# How a cubic crystal answers a squeeze: AlRh

Three scales help in reading the table. A pressure of 1 GPa is ten thousand bar. One per cent of the cell edge of this crystal is 0.03 angstrom. A field gradient of $10^{21}$ V/m² is 10 volts per square angstrom, an ordinary size at a nucleus whose surroundings are not cubic.

Ansatz 0.2.0, all-electron PAW with datasets made for each crystal, r2SCAN, scalar-relativistic, no spin polarisation, cutoff 260–280 eV. AlRh, space group Pm-3m, 2 atoms, unrelaxed Materials Project cell, 11 × 11 × 11 k points, Fermi-Dirac smearing 0.03 eV. Pressure and stress are positive in compression; Vzz is the principal field gradient largest in magnitude.

```csv
change from the base run,pressure (GPa),stress xx (GPa),stress zz (GPa),Vzz at Rh (1e21 V/m^2),Vzz at Al (1e21 V/m^2)
base,0.30,0.30,0.30,0.00,0.00
volume scaled by 0.95,12.66,12.66,12.66,0.00,0.00
volume scaled by 1.05,-9.08,-9.08,-9.08,0.00,0.00
atom 2 (Rh) moved by 0.03 angstrom,0.37,0.34,0.38,-0.01,0.01
"x and y stretched by -1.5 %, z held",7.29,8.28,5.31,1.41,-0.04
z stretched by -4 % at fixed volume,0.89,-4.29,11.25,-6.79,-0.03
```

In AlRh each atom sits at the centre of a cube of the other kind. The table takes one crystal and changes one thing at a time. Pressure is the mean of the three stresses along the axes, and positive values mean that the crystal pushes outwards. Both rows called "stretched" by a negative percentage are in fact squeezes.

## 1. How much pressure does a change of volume bring?

About 2 GPa for each per cent of volume. The two rows with scaled volume give a bulk modulus, the pressure change per relative change of volume, of about 217 GPa. This is a stiff metal, somewhat stiffer than steel.

The same number shows what the small pressure of the base run means. The cell was taken from a database and not relaxed with this functional, and it pushes outwards with 0.30 GPa. An expansion of only 0.14 % in volume would remove that. The base run therefore lies close to the crystal's own equilibrium at this level of theory.

## 2. Why does compression push harder than expansion pulls?

Compression by 5 % raises the pressure by 12.4 GPa, while expansion by 5 % lowers it by 9.4 GPa. The ratio is about 1.3. Such lopsidedness is normal for solids. When atoms approach, valence electrons are confined more tightly and pressed against filled inner shells, so the energy climbs steeply; when atoms part, the bonding fades gently.

One detail of the settings could blur this comparison. In the expanded cell the 2s and 2p electrons of aluminium are frozen and the plane-wave cutoff is slightly lower. The energies offer a test, because the energy rise divided by the added volume, with its sign reversed, is a mean pressure. It comes to −4.5 GPa, against −4.4 GPa for the plain average of the two printed pressures, so there is no sign that the change of settings produces the asymmetry.

## 3. Where do the 7.29 GPa of the x-y squeeze come from?

Shortening x and y by 1.5 % does two things at once. It reduces the volume to $0.985^2 = 0.970$ of the base value, and it makes the cell slightly taller than wide. To see which of the two makes the pressure, we can work out what the volume alone would do.

Let $x=\ln(V/V_0)$, where $V$ is the volume and $V_0$ that of the base run. A parabola is the simplest curve that allows for the asymmetry of question 2:

$$P = P_0 + A\,x + B\,x^2 .$$

Here $P$ is the pressure and $P_0$ = 0.30 GPa that of the base run. The two scaled volumes, at $x=\ln 0.95$ and $x=\ln 1.05$, fix the constants:

$$12.36 = A\ln 0.95 + B(\ln 0.95)^2,\qquad -9.38 = A\ln 1.05 + B(\ln 1.05)^2 .$$

They give $A=-216$ GPa and $B=487$ GPa. For the squeezed cell $x=\ln 0.970225=-0.0302$, and so

$$P = 0.30 + 6.53 + 0.44 \approx 7.27\ \text{GPa}.$$

The calculation for the squeezed cell itself gives 7.29 GPa, and that row took no part in setting the curve. The mean pressure thus comes almost wholly from the lost volume. The change of shape shows elsewhere: the stress along the shortened x and y axes exceeds that along z by about 3 GPa. The parabola, which knows only the volume, is blind to this difference.

## 4. Why does the z squeeze split the stresses but hardly move their mean?

In the last row z is shortened by 4 % while x and y grow to keep the volume. The crystal pushes outwards along z with 11.25 GPa and pulls inwards along x with 4.29 GPa. Yet the mean rises by only 0.6 GPa. The energy cost, 48 meV per cell, is nearly that of the 5 % compression, which raised the pressure twenty times as much.

Symmetry explains the small mean. Imagine the same squeeze applied along x, along y and along z, one after the other. For small strains the three add up to no deformation at all, so their first-order pressure changes must add up to zero. In a cubic crystal the three axes are equivalent, so the three changes are also equal. Three equal numbers with a sum of zero are each zero.

What remains is an effect of second order, and its sign has a meaning. Pressure is the rate at which energy falls as the volume grows. A pressure that rises on distortion therefore says that the same distortion would cost more energy in a smaller cell. The lattice resists this change of shape more strongly when it is compressed.

This matters when a cell is relaxed. A mean pressure near zero does not show that the cell has found its equilibrium shape. The single stresses must vanish as well.

## 5. Why does moving the rhodium atom leave the stresses almost alone?

The displacement is along x and amounts to 1 % of the cell edge, and in the periodic crystal every rhodium atom makes the same move against the aluminium atoms. The pressure changes by less than 0.1 GPa. The move is nevertheless felt: the atom is pulled back with a force of 0.2 eV per angstrom, and the energy rises by 3 meV. The cubic site is stable against this motion.

A simpler system shows why force and pressure behave so differently. Put a bead on a rail between two equal, compressed springs that press against two walls. Move the bead to the right, and the right wall feels more push and the left wall less. The bead is driven back at once, but the mean push on the walls is the same for a move to the left as for a move to the right. For small moves it therefore changes with the square of the displacement, and it rises if the springs stiffen when compressed.

The rhodium site has the same property, since it is a centre of inversion. The bead accounts for the absence of a first-order change. The upward sign has the meaning found in question 4: a move by the same fraction of the cell edge would cost more energy in a smaller cell. The bead does not give the pattern of the stresses. In the crystal the stress rises more across the motion than along it, which a picture on a single line cannot describe.

## 6. When does a nucleus feel a field gradient?

The gradient $V_{zz}$ is the second derivative of the electric potential at the nucleus along the principal axis. It measures how far the surrounding charge departs from cubic symmetry. The argument of question 4 applies again: the spherical part of the charge at the nucleus is left out by definition, so the gradients along x, y and z add up to zero, and at both sites of this cubic cell they are equal. The zeros in the first three rows are therefore imposed by symmetry, and they would stay zero for any other pair of elements in this structure.

A change of shape lifts the ban. At rhodium the gradient is $+1.41\times10^{21}$ V/m² when the cell is taller than wide, and $-6.79\times10^{21}$ V/m² when it is flatter. The sign follows the sense of the distortion, and the size follows its amount roughly. The flat cell is distorted four times as strongly, and its gradient per unit of distortion is about a fifth larger. Whether the excess comes from the stronger distortion or from the different volume, two rows cannot decide.

The source of the gradient is argued from electrostatics. A charge contributes in proportion to the inverse cube of its distance, so a slight unevenness of the p and d electrons close to the nucleus outweighs distant atoms. On this reading, a negative gradient means a surplus of electrons along z, and a positive one a surplus in the x-y plane. In both cells the electrons near rhodium then lean towards the shortened directions.

Aluminium shows gradients smaller by a factor of tens to hundreds. It has no d shell and only a thin cloud of valence p electrons near its nucleus, which is expected to weaken the response. This alone would not explain why the sign at aluminium stays the same when the distortion is reversed, a point taken up in question 7.

## 7. Which digits deserve trust?

The pressures of several GPa agree with one another to the accuracy that the reasoning above needs, as question 3 shows. The single stresses can be tested by the energy. If the difference between the stresses along z and x had grown evenly during the z squeeze, its work would come to about 52 meV per cell, and the energies give 48 meV. The small gap fits a stress difference that grows somewhat faster than the strain. None of this tests the functional: one that favoured a volume 1 % larger would raise every pressure in the table by about 2 GPa. The values of ±0.01 for the moved atom stand at the last printed digit and deserve no explanation. For the gradients at rhodium, the sign and the rough size are the message. Spin-orbit coupling is left out, and including it could shift their values, though not the zeros of the cubic cells.

The gradients at aluminium call for more caution. If they followed the distortion in proportion, the value of −0.04 in the x-y squeeze would turn into about +0.16 in the z squeeze. The calculation gives −0.03 instead. The response may be far from linear, it may depend strongly on the volume, which differs between the two cells, or the numerical error may be as large as the value. A denser k mesh and a higher cutoff would have to come before any search for a cause.

## 8. How could one guess the answer to a new small deformation?

First take the change of volume: each per cent lost adds about 2 GPa to the pressure. Then take the change in the ratio of height to width. Each per cent brings a stress difference of 2 to 2.5 GPa, with the shortened directions pushing harder, and a gradient at rhodium of about $10^{21}$ V/m², positive for a taller cell.

Suppose z is lengthened by 1 % while x and y are held. The volume grows by 1 %, so the pressure falls by about 2 GPa. The cell is 1 % taller, so the stress along x exceeds that along z by about 2 GPa, and the gradient at rhodium is near $+10^{21}$ V/m². The recipe is a rough guide for strains of a few per cent along the cube axes of this crystal, with x and y changed alike; for another metal of the same structure the symmetry rules stay and the stiffnesses must be computed anew.
